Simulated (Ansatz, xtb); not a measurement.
# Two isomers of C2H7GeN

Structure X is `C=[C](N)[GeH3]`, a singlet and structure Y is `N/C=[CH]\[GeH3]`, a singlet. Both are isolated molecules in the gas phase, relaxed with B3LYP-D3(BJ)/def2-SVP; the shapes shown needn't be the lowest conformers.

X (Å):

| atom | x (Å) | y (Å) | z (Å) |
| --- | --- | --- | --- |
| C | -0.3812 | -1.7934 | 2.2082 |
| C | -0.6990 | -0.7973 | 1.3575 |
| Ge | 0.1672 | -0.6981 | -0.4005 |
| N | -1.5339 | 0.2703 | 1.6695 |
| H | 0.3411 | -2.5635 | 1.9347 |
| H | -0.8227 | -1.8559 | 3.2103 |
| H | -2.0813 | 0.1714 | 2.5214 |
| H | -2.0839 | 0.6520 | 0.9069 |
| H | 0.8592 | -2.0384 | -0.7019 |
| H | 1.1952 | 0.4517 | -0.4442 |
| H | -0.9113 | -0.4096 | -1.4723 |

Y (Å):

```xyz
11

C    -1.0912   -1.3257    2.0239
C    -1.4837   -0.5030    1.0252
Ge   -0.3753    0.0886   -0.4440
N     0.1232   -1.9589    2.1697
H     0.8993   -1.6240    1.6076
H     0.3863   -2.2461    3.1041
H    -1.8046   -1.5851    2.8169
H    -2.5168   -0.1476    1.0571
H    -0.5467   -0.7716   -1.7188
H     1.1219    0.0103   -0.0446
H    -0.7028    1.5520   -0.8111
```

Quicker runs give these differences E(Y) − E(X): GFN2-xTB −9.1 kJ/mol; HF/STO-3G −0.6 kJ/mol (at GFN2-xTB geometries); r2SCAN-D4/def2-SVP −12.2 kJ/mol (at GFN2-xTB geometries).

**Question.** Estimate E(Y) − E(X) at the level CCSD(T)/def2-SVP + ΔMP2/def2-TZVPP.

**Answer.** Calculated at CCSD(T)/def2-SVP + ΔMP2/def2-TZVPP: E(Y) − E(X) = −9.5 kJ/mol, so structure Y lies lower.

How the difference moves with the method:

```csv
level,geometry,E(Y) − E(X) (kJ/mol),departure from the last row (kJ/mol),"job, with rough time for the two"
GFN2-xTB,GFN2-xTB,−9.1,+0.4,"optimisation, 0.17 s"
HF/STO-3G,GFN2-xTB,−0.6,+8.9,"single point, 0.32 s"
r2SCAN-D4/def2-SVP,GFN2-xTB,−12.2,−2.7,"single point, 2.8 s"
B3LYP-D3(BJ)/def2-SVP,B3LYP-D3(BJ)/def2-SVP,−12.6,−3.1,"optimisation, 45 s"
HF/def2-SVP,B3LYP-D3(BJ)/def2-SVP,−15.2,−5.7,part of the CCSD(T) run
MP2/def2-SVP,B3LYP-D3(BJ)/def2-SVP,−11.4,−1.9,part of the CCSD(T) run
CCSD(T)/def2-SVP,B3LYP-D3(BJ)/def2-SVP,−10.3,−0.8,single point
CCSD(T)/def2-SVP + ΔMP2/def2-TZVPP,B3LYP-D3(BJ)/def2-SVP,−9.5,,"single point, 20 s"
```

As drawn, both hold the same kinds of bond in the same numbers.

HF/STO-3G finds them nearly level. The largest departure from CCSD(T)/def2-SVP + ΔMP2/def2-TZVPP is that of HF/STO-3G, 8.9 kJ/mol. The last row adds to CCSD(T) the change of the MP2 difference between the two basis sets, here +0.8 kJ/mol.

With harmonic frequencies from B3LYP-D3(BJ)/def2-SVP (ideal gas, rigid rotor, one conformer each, 298.15 K, 1 atm): the zero-point term adds +1.6 kJ/mol; ΔH is −7.9 and ΔG −8.7 kJ/mol.

The correlated steps freeze 12 core orbitals; the filled d shell of Ge is correlated, in a basis made for valence electrons. Programs: Ansatz 0.2.0, xtb 6.7.1; the last row on 2 threads of AMD EPYC 9R45 96-Core Processor (Zen 5) on a shared host.

Y, with the germyl group on the carbon β to nitrogen, is modestly favoured over the geminal isomer X, and the thermal terms leave that order intact. The main reason is probably enamine polarisation: the nitrogen lone pair pushes π density onto the β carbon, where germyl can stabilise it through σ* acceptor orbitals. In X the germyl group sits on the α carbon, outside the main path of this donation. The shorter C–N bond and slightly flatter nitrogen in Y fit this picture.

The near-degeneracy in HF/STO-3G points mainly to its inflexible minimal basis rather than to missing correlation, since Hartree–Fock in the larger def2-SVP basis overshoots the preference for Y at −15.2 kJ/mol. Correlation then reduces the gap without reversing it. The close agreement of GFN2-xTB is probably fortuitous. The comparison doesn't show that Y is the preferred tautomer, as primary enamines commonly lie above their imines.
